**Question: Which germanide is which?**

I have calculated values for five compounds of a metal with germanium, but the names have come off the rows. Only row D was calculated with spin polarisation, so the zero moments of the others were imposed. DOS is the density of states, the number of electron states available per electronvolt. Can the rows be matched to the candidates?

Binary germanides calculated with Ansatz 0.2.0 using scalar-relativistic r2SCAN, plane waves with PAW, a cutoff of 500 eV and Gaussian smearing of 0.1 eV. Each crystal was relaxed at this level, keeping the symmetry of its starting structure. Energies over elements are taken at zero smearing, relative to the elements' standard states in the same functional. Candidates: Co3Ge2, TiGe2, PdGe, Pt2Ge, CoGe.

| row | DOS at Fermi level (states/eV/cell) | largest site moment (μB) | energy over elements (eV/atom) | DOS per atom (states/eV/atom) |
| --- | --- | --- | --- | --- |
| A | 1.757 | 0.00 | -0.358 | 0.20 |
| B | 2.430 | 0.00 | -0.420 | 0.30 |
| C | 0.455 | 0.00 | -0.035 | 0.06 |
| D | 3.644 | 1.34 | 0.008 | 0.73 |
| E | 1.950 | 0.00 | -0.400 | 0.33 |

**Answer**

One row can be named with certainty and two with good confidence. The last two allow only a cautious preference.

**The size of the cell.** The DOS at the Fermi level is given per cell and also per atom, so their ratio is the number of atoms in the cell. That number must be a multiple of the atoms in the formula.

- A: 1.757/0.20 ≈ 9
- B: 2.430/0.30 ≈ 8
- C: 0.455/0.06 ≈ 8 (rounding also allows 7, which fits no candidate)
- D: 3.644/0.73 ≈ 5
- E: 1.950/0.33 ≈ 6

Five atoms fit only Co₃Ge₂, so D is certain, and its magnetic moment suits a cobalt compound. Eight atoms fit only the one-to-one formulas, so B and C are PdGe and CoGe in some order. That leaves Pt₂Ge and TiGe₂ for A and E.

**B or C: which contains cobalt?** The energy over elements is the energy of the crystal relative to its pure elements. Row D, already known to be a cobalt germanide, lies close to zero. So does C, at −0.04 eV per atom, while B lies at −0.42. C is therefore very probably CoGe and B PdGe.

Chemistry supports this order. Palladium's 4d orbitals reach further out than cobalt's 3d orbitals and can overlap more with those of germanium. Pure cobalt is also stabilised by its ferromagnetism, which is weakened or lost in a germanide. The r2SCAN functional tends to exaggerate that stabilisation. Part of the gap between B and C may therefore come from the functional, and energies this close to zero do not settle whether the cobalt compounds are stable.

**A or E: platinum or titanium?** Here the energies, −0.36 and −0.40 eV per atom, are too similar to decide. The DOS per atom gives a hint: 0.20 for A and 0.33 for E. Copper is a useful simple picture for the platinum compound. Its d band is full and lies below the Fermi level, where few states remain. Bonding with germanium should push platinum's nearly full d band down in a similar way, whereas titanium's d band is only partly filled and can be cut by the Fermi level.

This favours A as Pt₂Ge and E as TiGe₂. The comparison with copper is limited, because platinum and germanium orbitals mix and some d character stays at the Fermi level. Row C is a further warning: cobalt's d band is partly filled too, yet C has the lowest DOS of all. I would call this pair ambiguous.

The full table shows the names, together with four more germanides that were not in the puzzle.

The rows with their labels:

| formula | space group | volume per atom (Å³) | shortest distance (Å) | pair at the shortest distance | valence electrons an atom | neighbours of the non-metal within 15 % of its shortest distance | spin | k mesh | k mesh of states | DOS at Fermi level (states/eV/cell) | largest site moment (μB) | energy over elements (eV/atom) | DOS per atom (states/eV/atom) |
| --- | --- | --- | --- | --- | --- | --- | --- | --- | --- | --- | --- | --- | --- |
| Ni3Ge | Pm-3m | 11.02 | 2.498 | Ge-Ni | 8.50 | 12 | none | 12×12×12 | 18×18×18 | 2.740 | 0.00 | -0.244 | 0.69 |
| Ni2Ge | P6_3/mmc | 11.51 | 2.297 | Ge-Ni | 8.00 | 11 | none | 12×12×8 | 18×18×12 | 3.472 | 0.00 | -0.229 | 0.58 |
| CoGe | P2_13 | 12.01 | 2.354 | Co-Ge | 6.50 | 7 | none | 8×8×8 | 12×12×12 | 0.455 | 0.00 | -0.035 | 0.06 |
| Ni7Ge4 | P-6m2 | 12.11 | 2.272 | Ge-Ni | 7.82 | 10 | none | 12×12×4 | 18×18×6 | 6.934 | 0.00 | -0.221 | 0.63 |
| Co3Ge2 | P-6m2 | 12.77 | 2.346 | Co-Co | 7.00 | 8 | collinear | 12×12×8 | 18×18×12 | 3.644 | 1.34 | 0.008 | 0.73 |
| Pt2Ge | P-62m | 15.47 | 2.430 | Ge-Pt | 8.00 | 9 | none | 6×6×10 | 9×9×15 | 1.757 | 0.00 | -0.358 | 0.20 |
| TiGe2 | Fddd | 15.82 | 2.621 | Ge-Ti | 4.00 | 10 | none | 10×10×10 | 15×15×15 | 1.950 | 0.00 | -0.400 | 0.33 |
| PdGe | Pnma | 16.13 | 2.495 | Ge-Pd | 7.00 | 6 | none | 6×10×6 | 9×15×9 | 2.430 | 0.00 | -0.420 | 0.30 |
| Pt3Ge2 | Cmcm | 16.19 | 2.551 | Pt-Ge | 7.60 | 8 | none | 10×6×6 | 15×9×9 | 3.771 | 0.00 | -0.433 | 0.38 |

So A is Pt₂Ge, B is PdGe, C is CoGe, D is Co₃Ge₂ and E is TiGe₂. The preference for A and E was right, but the evidence for it was weak. Pt₃Ge₂, also a platinum compound, has a DOS of 0.38 states/eV per atom, more than the 0.33 of TiGe₂, so a low DOS is no general mark of platinum.

**What would have settled the doubtful pairs?** The volumes, visible only now, would have settled B and C: with the same one-to-one composition, PdGe takes 16.13 Å³ per atom and CoGe 12.01. They would not have helped with Pt₂Ge and TiGe₂, which are nearly equal in volume.

Knowing the crystal structures would have helped: the hexagonal cell of Pt₂Ge holds nine atoms and the primitive cell of TiGe₂ holds six, just as counted for A and E.

The charge on germanium would also have separated that pair. A Bader analysis, which divides the electron density among the atoms, gives germanium +0.76 e in Pt₂Ge and −0.63 e in TiGe₂. Germanium gives electrons up to platinum but takes them from titanium. The energy over elements does not show this direction, and here the two values happen to lie close together.

The rows outside the puzzle suggest how far energy can serve as a guide. Pt₃Ge₂, at −0.43 eV per atom, lies near the palladium and platinum compounds, while the three nickel germanides lie between these and the cobalt ones, at −0.22 to −0.24. For a neighbouring late-metal germanide, energy can thus hint at the metal, although composition and structure vary as well. Some caution is due: the nickel compounds and CoGe were calculated without spin, and the magnetic state of Co₃Ge₂ was not checked for stability, so lower states may exist. Pt₃Ge₂ is labelled Cmcm, which is orthorhombic, but its run detected only a monoclinic symmetry. Any distortion of the cell is slight, since its edges and angle still fit an orthorhombic lattice within rounding.

**Why is the DOS of CoGe so low?** If the electrons are counted into bands from the bottom up, the last filled band and the first empty one overlap by only 0.19 eV. A small overlap alone would prove little, since Ni₃Ge has one of 0.26 eV and yet a high DOS. Together with the low DOS, however, it suggests a semimetal-like state, with the Fermi level in a minimum of the DOS. Such a state is expected here, because CoSi, with the same crystal structure and the same number of valence electrons, is a known semimetal. The smearing term in the energy fits this picture. It corresponds to an average DOS of about 1.8 states/eV per cell within roughly 0.1 eV of the Fermi level, four times the value at the level itself. The DOS therefore seems to rise steeply nearby, although the coarser k mesh used for the energy may add to the difference.

The low DOS also bears on the spin that was left out. In Stoner's picture, a small uniform moment grows by itself if the DOS per magnetic atom and spin, times an exchange energy of roughly 1 eV, exceeds one. With four cobalt atoms in the cell, the product is 0.455/(4×2) × 1 ≈ 0.06. Even the larger average DOS would give only about 0.2. A weak ferromagnetic state is therefore unlikely, but a large moment or an alternating order remains untested. The output below gives this estimate and the comparisons of the labelled rows.

The analysis program printed:

```
Valence electrons an atom worked out from the formula:
     row  from formula  in table
   Ni3Ge           8.5       8.5
   Ni2Ge             8         8
    CoGe           6.5       6.5
  Ni7Ge4         7.818      7.82
  Co3Ge2             7         7
   Pt2Ge             8         8
   TiGe2             4         4
    PdGe             7         7
  Pt3Ge2           7.6       7.6
Volume gap between the larger Co row and the smallest of the other three (Å³/atom): 2.7
Volume spread among Pt2Ge, TiGe2 and PdGe (Å³/atom): 0.66
Volume of PdGe over that of Co3Ge2, both with 7.0 electrons an atom (ratio): 1.263
Energy gap between the lower Co row and the highest of the other three (eV/atom): 0.323
Energy spread among Pt2Ge, TiGe2 and PdGe (eV/atom): 0.062
Shortest distance of TiGe2 less that of PdGe (Å): 0.126
Shortest distance of PdGe less that of Pt2Ge (Å): 0.065
DOS per atom of Co3Ge2 over that of CoGe (ratio): 12.17
DOS per atom of Co3Ge2 over that of PdGe, equal count (ratio): 2.433
DOS per atom of Ni2Ge over that of Pt2Ge, equal count, both unpolarised (ratio): 2.9
DOS of CoGe per Co atom and spin (states/eV): 0.05688
Stoner product of CoGe with an exchange integral of about 1 eV (instability at 1): 0.05688
Bader charge of Ge in TiGe2 (e): -0.63
Bader charge of Ge in PdGe (e): 0.36
Mean Bader charge of Ge in Pt2Ge (e): 0.7626
Energy over elements of TiGe2 less that of PdGe (eV/atom): 0.02
```
